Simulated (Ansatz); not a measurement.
A series in volume per atom on InO₃

Results calculated with Ansatz 0.2.0 development build, not measured. Equation of state of a cubic crystal from periodic Kohn-Sham density functional theory without spin; pressure corrected for the finite basis.

Cell of the first row (space group Pm-3m, No. 221):
```
cell vectors (Å)
   4.1265     0.0000     0.0000
   0.0000     4.1265     0.0000
   0.0000     0.0000     4.1265
atoms (fractions of the cell vectors)
In  0.00000  0.00000  0.00000
O   0.50000  0.00000  0.00000
O   0.00000  0.50000  0.00000
O   0.00000  0.00000  0.50000
```

Settings of every row: formula InO3; structure type ReO3; functional PBE; spin treatment none; k mesh 13x13x13; occupation method fermi-dirac; occupation width 0.061225619 eV; wave cutoff 420 eV; datasets soft-1 PAW; density cutoff ratio 4.

Limits: a cubic model structure, not a phase known at ambient conditions; modest k-mesh, values are not fully converged in k; no spin polarisation, a magnetic state may lie lower.

```csv
row,volume per atom (Å³),pressure (GPa),energy above lowest point (meV/atom)
1,17.567,4.576,15.19
2,17.941,2.886,6.52
3,18.315,1.369,1.57
4,18.688,?,?
5,19.062,-1.229,1.47
6,19.436,-2.335,5.65
7,19.81,-3.331,12.28
```

Question: what pressure should row 4 give?

Worked fit of pressure. Take u = (V_r/V)^(2/3) − 1 with V_r = 18.689 Å³ an atom, which is twice the finite (Eulerian) strain; such expansions in the strain, on which the Birch-Murnaghan equation of state is built, carry the rest volume and the bulk modulus. The shown rows have u = 0.04214, 0.02761, 0.01357, -0.01309, -0.02579, -0.03809. Least squares give pressure = −0.0009 + 97.418 × u + 264.11 × u² GPa; a straight line predicts inner rows, each left out in turn, worse (root mean square 0.16 against 0.0039 GPa). The rows lie off it by 0.003, -0.004, -0.001, 0.002, 0.003, -0.003. The pressure vanishes at u = 0.0000, or V = 18.69 Å³ an atom, and there the bulk modulus at fixed shape and fractions is B = −V dP/dV = (2/3)(1 + u) dP/du = 64.9 GPa. The withheld row has u = 4e-05, so the fit gives −0.0009 + 97.418 × (4e-05) + 264.11 × (4e-05)² = 0.003 GPa.

The calculation gave 0.001 GPa. The fit lies 0.002 GPa (200 % of the value, 0.025 % of the column's range) above it; its largest miss of a shown row is 0.004 GPa.

The other values of row 4: energy above lowest point 0 meV/atom.
